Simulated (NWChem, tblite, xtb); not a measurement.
## A ladder of methods for C2H9AlFN (SMILES [CH3][Al-]([CH3])([NH3+])[F])

The species is C2H9AlFN (14 atoms), meant as a singlet with charge 0. SMILES: `[CH3][Al-]([CH3])([NH3+])[F]`. The coordinates come from a PBE0-D4/def2-TZVP relaxation.

Quantity: the dipole moment, in D. The values are calculated.

```json
{"level": "GFN1-xTB", "kind": "semi-empirical", "program": "tblite", "value (D)": "6.33", "CPU time": "under 2 s"}
{"level": "GFN2-xTB", "kind": "semi-empirical", "program": "tblite", "value (D)": "6.00", "CPU time": "under 2 s"}
{"level": "IPEA1-xTB", "kind": "semi-empirical", "program": "tblite", "value (D)": "6.70", "CPU time": "under 2 s"}
{"level": "GFN0-xTB", "kind": "semi-empirical", "program": "xtb", "value (D)": "6.76", "CPU time": "under 2 s"}
{"level": "HF/STO-3G", "kind": "Hartree–Fock", "program": "NWChem", "value (D)": "5.59", "CPU time": "3.6 s"}
{"level": "HF/3-21G", "kind": "Hartree–Fock", "program": "NWChem", "value (D)": "5.97", "CPU time": "4.4 s"}
{"level": "HF/def2-SVP", "kind": "Hartree–Fock", "program": "NWChem", "value (D)": "5.67", "CPU time": "45 s"}
{"level": "HF/pcseg-1", "kind": "Hartree–Fock", "program": "NWChem", "value (D)": "5.64", "CPU time": "30 s"}
{"level": "B3LYP/6-31G* (spherical functions)", "kind": "global hybrid", "program": "NWChem", "value (D)": "5.46", "CPU time": "24 s"}
{"level": "PBE0/def2-SVP", "kind": "global hybrid", "program": "NWChem", "value (D)": "5.51", "CPU time": "53 s"}
```

The values span 5.46 to 6.76 D. Magnitudes only. Sets without polarisation functions give poor dipoles. Without the sets that lack polarisation functions the rows with a basis span only 5.46 to 5.67 D. Times are those of the runs behind each value, whatever else they computed, on shared processors of several kinds: orders of magnitude only.

Every level describes a strongly polar molecule, as expected for a donor–acceptor complex of ammonia with a fluoroalane. Donation from the nitrogen lone pair to aluminium leaves the NH3 end positive and reinforces ammonia's own dipole, while the very polar Al–F bond places negative charge on fluorine. The formal charges in the SMILES are bookkeeping and overstate the actual charge transfer.

All four tight-binding values lie above every Hartree–Fock and hybrid value, which suggests that their minimal valence bases and parametrised electrostatics exaggerate the charge separation here. With def2-SVP, going from Hartree–Fock to PBE0 lowers the dipole from 5.67 to 5.51 D, in line with the usual tendency of Hartree–Fock to make polar bonds too ionic. The STO-3G result falls close to those from polarised sets, probably through cancellation of errors rather than a sound density. As none of the basis sets has diffuse functions, the agreement among the polarised rows doesn't establish the basis-set limit.
